W8+ looks wrong. From one ion to the next the relativistic contraction of the 4p shell grows by 0.09 to 0.11 percentage points, but from Ta8+ to W8+ it grows by 0.15. At the same step the non-relativistic radius falls by only 0.0081 bohr, after a fall of 0.0103 and before one of 0.0096. The configuration column marks what is special: this is the one step at which the added electron goes into 4f, where elsewhere it goes into 5p or 5d. A rule of thumb that knows only $Z$ cannot see this, and the step is a large part of the error left in the relativistic factor below.

The numbers are Hartree-Fock values without electron correlation, averaged over a configuration, and an orbital's mean radius is a property of the method and not a measured size. The rule reproduces this calculation for the 4p shell at charge +8 and $Z$ = 71 to 80. Since $Z$ and the electron count rise together, no trend in the table belongs to either alone.

All-electron calculations for the ions Lu8+ to Hg8+ with the B-spline radial atomic code, version 1, at the radial basis limit. Non-relativistic Hartree-Fock uses a point nucleus and four-component Dirac-Coulomb Hartree-Fock a Fermi nucleus, both averaged over the nl configuration. The change is that of the (2j+1) mean relative to the non-relativistic radius.

```
species   Z  electrons           configuration  <r>(4p), non-rel. (bohr)  <r>(4p1/2), Dirac (bohr)  <r>(4p3/2), Dirac (bohr)  <r>(4p), Dirac, (2j+1) mean (bohr)  change of <r> (%)
   Lu8+  71         63  [Kr] 4d10 4f13 5s2 5p2                    0.5253                    0.4864                    0.5168                              0.5066              -3.55
   Hf8+  72         64  [Kr] 4d10 4f13 5s2 5p3                    0.5146                    0.4755                    0.5061                              0.4959              -3.65
   Ta8+  73         65  [Kr] 4d10 4f13 5s2 5p4                    0.5043                    0.4649                    0.4957                              0.4855              -3.74
    W8+  74         66  [Kr] 4d10 4f14 5s2 5p4                    0.4962                    0.4560                    0.4874                              0.4769              -3.89
   Re8+  75         67  [Kr] 4d10 4f14 5s2 5p5                    0.4866                    0.4462                    0.4777                              0.4672              -3.99
   Os8+  76         68               [Xe] 4f14                    0.4769                    0.4364                    0.4680                              0.4574              -4.09
   Ir8+  77         69           [Xe] 4f14 5d1                    0.4680                    0.4272                    0.4590                              0.4484              -4.19
   Pt8+  78         70           [Xe] 4f14 5d2                    0.4593                    0.4183                    0.4502                              0.4396              -4.30
   Au8+  79         71           [Xe] 4f14 5d3                    0.4510                    0.4097                    0.4418                              0.4311              -4.41
   Hg8+  80         72           [Xe] 4f14 5d4                    0.4429                    0.4014                    0.4337                              0.4229              -4.52
```

$\langle r\rangle$ is the mean electron-nucleus distance in bohr, $Z$ the nuclear charge and $\alpha = 1/137.04$ the fine-structure constant. The Dirac calculation gives two radii, for $j = 1/2$ and $j = 3/2$; their mean is weighted 1 : 2, and the last column is the change of that mean relative to the non-relativistic radius. In every row 4p1/2 is smaller than 4p3/2, which is smaller than the non-relativistic 4p.

## The rule

First estimate the non-relativistic radius from the hydrogenic expression with a screened charge,

$$\langle r\rangle_\text{nr} = \frac{3n^2 - l(l+1)}{2(Z-\sigma)} = \frac{23}{Z-\sigma}\ \text{bohr} \qquad (n=4,\ l=1).$$

Slater's counting gives the screening constant with no fitting: seven other 4s and 4p electrons at 0.35, eighteen $n=3$ electrons at 0.85 and ten deeper ones at 1, so $\sigma = 2.45 + 15.3 + 10 = 27.75$. Then shrink the radius using the full nuclear charge,

$$\langle r\rangle_j = \langle r\rangle_\text{nr}\,[\,1 - c_j (Z\alpha)^2\,], \qquad c_{1/2} = 0.276,\quad c_{3/2} = 0.061,\quad c_\text{mean} = 0.133.$$

Each $c$ is a least-squares line through the origin of the percentage change against $(Z\alpha)^2$, over all ten rows, rounded to three decimals. The third is not independent: $(0.276 + 2\times 0.061)/3 = 0.133$.

## Two rows by hand

For Au8+, $Z-\sigma = 79 - 27.75 = 51.25$ and $23/51.25 = 0.4488$ bohr, against 0.4510 in the table, 0.5 % low. Next, $(79/137.04)^2 = 0.3323$. The contractions are $0.276 \times 0.3323 = 9.17$ %, $0.061 \times 0.3323 = 2.03$ % and $0.133 \times 0.3323 = 4.42$ %; the table's radii give 9.16, 2.04 and 4.41 %. The estimated radii are $0.4488 \times 0.9083 = 0.408$, $0.4488 \times 0.9797 = 0.440$ and $0.4488 \times 0.9558 = 0.429$ bohr, against 0.4097, 0.4418 and 0.4311, each 0.5 % below the table.

For Hf8+, $Z-\sigma = 44.25$, the non-relativistic radius is 0.5198 against 0.5146 bohr, and $(Z\alpha)^2 = 0.2761$. The rule gives 0.480, 0.511 and 0.501 bohr against 0.4755, 0.5061 and 0.4959, each 1.0 % high. In both rows the error arrives in the first step and passes through the second almost unchanged.

Both rows were part of the fit of $c$. A modest check outside the fit: $c_\text{mean}$ from the seven 4f14 rows alone is 0.1329, which predicts $0.1329 \times 0.2761 = 3.67$ % for Hf8+ against 3.65, and overshoots the three 4f13 rows by 0.02 to 0.03 points.

## Why the full charge enters the second step

It seems inconsistent to screen the charge for the size and not for the relativistic factor, but the two are decided in different places. The mean radius is set by the outer lobe of the orbital, near 0.4 bohr, where much of the nuclear charge is screened. Relativity acts where the electron is fast. A 4p function must be orthogonal to 2p and 3p, so it has small inner lobes, the innermost in the 2p region, at about 0.05 bohr according to further output of the Pt8+ calculation. Only the 1s pair and part of the $n=2$ shell lie inside that, so most of the nuclear charge is still felt there.

Near a point nucleus a Dirac radial function starts as $r^{\gamma}$ with $\gamma = \sqrt{\kappa^2 - (Z\alpha)^2}$, where $|\kappa| = j + 1/2$. The shortfall $\delta = |\kappa| - \gamma \approx (Z\alpha)^2/2|\kappa|$ acts like a quantum defect: the wave gains phase in the inner region, so its nodes and outer lobe move inward. Expanding the exact $\langle r\rangle$ of a one-electron Dirac ion to first order in $\delta$ gives

$$\frac{\Delta\langle r\rangle}{\langle r\rangle} = -\,\frac{6n - 3|\kappa| - |\kappa|^3/n^2}{3n^2 - l(l+1)}\;\frac{(Z\alpha)^2}{2|\kappa|},$$

that is $c = 20.94/(2\times 46) = 0.228$ for 4p1/2, $17.5/(4 \times 46) = 0.095$ for 4p3/2, and 0.139 for the mean. The $1/|\kappa|$ explains the order of the two radii: p1/2 shares $|\kappa| = 1$ with s1/2.

The table can test which charge to insert. The exact one-electron ratio evaluated at $Z - 27.75$ yields only 40 to 46 % of the mean contraction, 1.76 % against 4.09 % for Os8+. At the full $Z$ it yields 4.50 %, and it is 0.35 to 0.49 points too large along the series. The full charge is the better input for the mean and for p1/2, which it misses by at most 0.97 points against 5.95 with the screened charge. For p3/2 alone the screened charge is the closer one, with a worst miss of 0.70 points against 1.22, a point taken up below. That the inner lobe is the cause is the argument above, not something the table shows.

## Why the constants have to be fitted

The closeness of 0.133 to 0.139 hides two errors of opposite sign. The fitted $c_{1/2}$ is 1.21 times the one-electron value and $c_{3/2}$ only 0.64 times. In the table p1/2 contracts 4.5 to 4.6 times as much as p3/2; in the exact one-electron ion the ratio is 2.5 to 2.6. Used without fitting, the one-electron ion misses p1/2 by up to 0.97 points (too little, W8+) and p3/2 by up to 1.22 points (too much, Hg8+).

Two effects are argued to be at work. The first is amplification. A quantum defect $\delta$ changes the radius by about $-\delta\; \mathrm{d}\ln\langle r\rangle/\mathrm{d}n$, and in a screened atom the radius grows faster with $n$ than in a bare field, because each higher shell also sees less charge. Further output of the non-relativistic Pt8+ calculation has $\langle r\rangle$ = 0.197 bohr for 3p and 1.083 for 5p, a slope of $\tfrac12\ln(1.083/0.197) = 0.85$ per unit of $n$, where the hydrogenic factors 25 and 73 give $\tfrac12\ln(73/25) = 0.54$. The ratio is about 1.6. The cleanest place to look for this is the gap between the two $j$ radii, from which any shift common to both cancels. It runs from 5.79 to 7.29 % of the non-relativistic radius, 1.47 times the one-electron gap at Lu8+ and 1.41 times at Hg8+. The sizes are compatible, which supports the picture without proving it.

Amplification alone would enlarge both contractions, so a second effect must hold p3/2 back. One candidate is indirect: the s and p shells inside contract, screen the nucleus better, and push everything outside them outward, both $j$ components by similar amounts. Subtracting a common amount hurts the small p3/2 contraction far more, in proportion, than the large p1/2 one, which is the pattern seen. There is another contributor of the same sign. A p3/2 electron collects its relativistic phase further from the nucleus than p1/2 does, where the charge is already partly screened, so the full $Z$ overstates it. The table holds only the net result and cannot divide it among these. The near match of the mean to the one-electron value is best regarded as a cancellation particular to this shell.

The two calculations also differ in the nucleus, point against finite. The first-order shift $\tfrac{2\pi}{3} Z\rho(0) R^2$, with the 4p1/2 density at the nucleus and the rms radius $R$ from further output of the Ta8+ Dirac calculation, is of order $10^{-5}$ of the orbital energy. The radii are rounded at about $10^{-4}$ of their value, so the direct effect should be invisible here.

## The two irregular steps

Inverting the first formula, $\sigma = Z - 23/\langle r\rangle_\text{nr}$, gives 27.22 at Lu8+ rising to 28.07 at Hg8+, each uncertain by 0.006 from rounding. The steps are 0.07 to 0.09 except two. At W8+ the step is 0.26, so a 4f electron screens 4p by about 0.17 more than a 5p electron does. The geometry makes this plausible: in the further Pt8+ output 4f has $\langle r\rangle$ = 0.495 bohr and peaks at 0.38, inside the 4p peak at 0.43, while 5p and 5d have mean radii of 1.08 and 1.26.

This exposes Slater's value as partly lucky. The counting gives 4d and 4f electrons no weight at all, although they share the space of 4p, and it is paired here with $n = 4$ in place of the reduced effective quantum number for which it was devised. The errors evidently offset near Re8+ and Os8+, and 27.75 should not be read as a count of charge.

Why the 4f electron also raises the relativistic percentage, by about 0.05 points beyond the usual step, is less clear. The jump is visible in p1/2, whose contraction goes from 7.81 to 8.10 % where other steps are 0.19 to 0.23; in p3/2 it is lost in the rounding. One guess is that 4f expands under relativity and so screens less in the Dirac calculation; another is that more screening steepens the amplification. The table leans toward the second without settling it: a change of screening should move both $j$ by similar amounts, whereas amplification scales the large p1/2 contraction most, which is where the jump shows.

The second irregular step is at Os8+, where $\sigma$ rises by only 0.04 and the non-relativistic radius falls by 0.0097 bohr, between falls of 0.0096 and 0.0089. The percentage column stays smooth, so both calculations share the feature. It coincides with the closing of 5p and may be an artefact of how orbitals are defined: with 5p open, the energy fixes the mixing of 4p and 5p, and with both closed the energy is indifferent to it and a convention takes over. That is a guess, and the effect is about 0.1 % of the radius.

## Accuracy

The relativistic factor is the strong half. For the mean, the rule lies within 0.013 points of the table on the 4f14 rows and is 0.020 to 0.034 points too large on the 4f13 rows, against a rounding of 0.005. Percentages for the separate $j$ must be formed from rounded radii and are good to 0.023 points; the worst misses are 0.053 (p1/2, W8+) and 0.032 (p3/2, Hf8+), the latter barely above rounding. Applied to the table's own non-relativistic radius, the factor gives all Dirac radii within 0.06 %.

The screening is the weak half, since 0.1 in $\sigma$ moves the radius by about 0.2 %. With 27.75 the error relative to the table falls monotonically, with a jump at W8+, from +1.2 % at Lu8+ through zero between Re8+ and Os8+ to −0.6 % at Hg8+. A least-squares line through the ten inverted values, $\sigma = 27.64 + 0.096\,(Z-75)$, brings all radii within about 0.2 %, worst at W8+. For Au8+ it gives $\sigma = 28.02$ and $23/50.98 = 0.4512$ bohr against 0.4510, with that row in the fit. The line smears the 4f step into its slope and is an interpolation only.

## Range, and what to do outside it

The quadratic form is less exact than it looks. A log-log fit of the mean over all rows gives an exponent of 2.03, but the W8+ step inflates it: the 4f14 rows alone give 1.93, and the three 4f13 rows 1.88, which rounding leaves uncertain by about 0.1. Theory would suggest the opposite drift, because the exact $\delta$ for p1/2 exceeds its leading term by 7.8 % at Lu8+ and 10.4 % at Hg8+. Yet a fit proportional to the exact $\delta$ is worse for p1/2, missing Hg8+ by 0.14 points, and for p3/2 and the mean the two forms do about equally well. Something offsets the higher-order growth; the fall of the gap ratio from 1.47 to 1.41 largely restates this. Weakening amplification can supply only part of it, since the 3p3/2-to-5p3/2 slope in the further Dirac output moves only from 0.872 at Ta8+ to 0.868 at Os8+; screening of the region where the phase is collected may also temper the higher-order terms. A balance of that kind need not last. A step or two beyond either end is a fair use of the $c$ values, and a distant $Z$ is not, least of all upward for p1/2, where $\delta$ departs ever faster from its leading term.

For neighbouring cases the mechanism gives directions, argued and not tested here. Adding or removing 5p, 5d or outer electrons should change 4p little, whereas a change in the 4f count shifts $\sigma$ and should be allowed for; the 0.17 found above is the extra screening of a 4f electron over a 5p electron. Stripping off the outer shells should weaken the amplification and lower the p1/2 constant, but it leaves the inner s and p shells that push 4p outward, so the p3/2 contraction need not rise and may fall; the one-electron values are reached only when those inner shells are gone as well. A 4s shell has the same $\delta$ as 4p1/2 and should contract by a comparable amount. For 4d and 4f, $|\kappa|$ of 2 to 4 and the centrifugal barrier weaken the direct term, the indirect push can match or outweigh it, and neither the one-electron $c$ nor its sign can be trusted. When a non-relativistic radius is already in hand, skip the first step and apply the factor for the $j$ that is wanted; the weighted mean describes neither component, lying 4 to 5 points from p1/2 and about 2 from p3/2.
